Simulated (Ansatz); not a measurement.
# GaHCl2O (SMILES [OH][Ga]([Cl])[Cl]): the energy, rung by rung

The species is GaHCl2O (5 atoms), meant as a singlet with charge 0. As SMILES, `[OH][Ga]([Cl])[Cl]`. The shape was relaxed beforehand at PBE0/def2-SVP.

```xyz
5

O     0.2542    1.3550    0.2457
Ga    0.1171   -0.3940    0.0554
Cl    1.5060   -1.6389    1.0623
Cl   -1.4141   -1.2449   -1.1609
H    -0.4133    1.8492   -0.2438
```

Each level gives the dissociation energy of the Ga2–O1 bond into doublet GaCl2 and doublet OH (shapes relaxed at PBE0/def2-SVP, no zero-point term) (eV). The values are calculated.

| level | kind | program | value (eV) | less CCSD(T)/def2-SVP |
| --- | --- | --- | --- | --- |
| HF/def2-SVP | Hartree–Fock | Ansatz | 3.10 | -1.34 |
| SVWN5/def2-SVP | LDA | Ansatz | 5.34 | +0.90 |
| PBE/def2-SVP | GGA | Ansatz | 4.48 | +0.04 |
| PBE0-D4/def2-SVP | global hybrid | Ansatz | 4.41 | -0.03 |
| CAM-B3LYP/def2-SVP | range-separated hybrid | Ansatz | 4.48 | +0.04 |
| B2PLYP/def2-SVP | double hybrid | Ansatz | 4.45 | +0.01 |
| RPA@PBE/def2-SVP | RPA | Ansatz | 4.11 | -0.33 |
| MP2/def2-SVP | perturbation theory | Ansatz | 4.76 | +0.32 |
| CCSD(T)/def2-SVP | coupled cluster or CI | Ansatz | 4.44 | 0.00 |

CCSD(T)/def2-SVP is the highest level here, not the true value. All-electron rows without a relativistic Hamiltonian named are non-relativistic. The values span 3.10 to 5.34 eV. Hartree–Fock misses the correlation of the electron pair that is broken and comes out low. Measured bond enthalpies also hold zero-point and thermal terms, a few tenths of an eV less. In the correlated wave-function rows the outer d shell of Ga is correlated, in sets not made for it.

The Ga–O bond is strong at every correlated level. It is a polar σ bond between electropositive gallium and oxygen, probably helped a little by oxygen lone-pair donation into the empty Ga 4p orbital, and homolysis into neutral radicals gives up this ionic stabilisation. LDA overbinds, at 5.34 eV, because its errors for inhomogeneous densities cancel poorly between molecule and fragments. Gradient corrections favour the separated radicals and remove most of the excess. PBE, the two hybrids and the double hybrid then lie within 0.04 eV of CCSD(T), so exact exchange matters little for this bond. MP2 overshoots, which suggests that second order exaggerates the pair correlation gained on bonding, while RPA shows its familiar underbinding.

The close agreement doesn't rank these functionals, since correlated wave-function energies converge more slowly with basis size than density-functional ones, and a larger basis would probably raise the coupled-cluster value more than theirs.
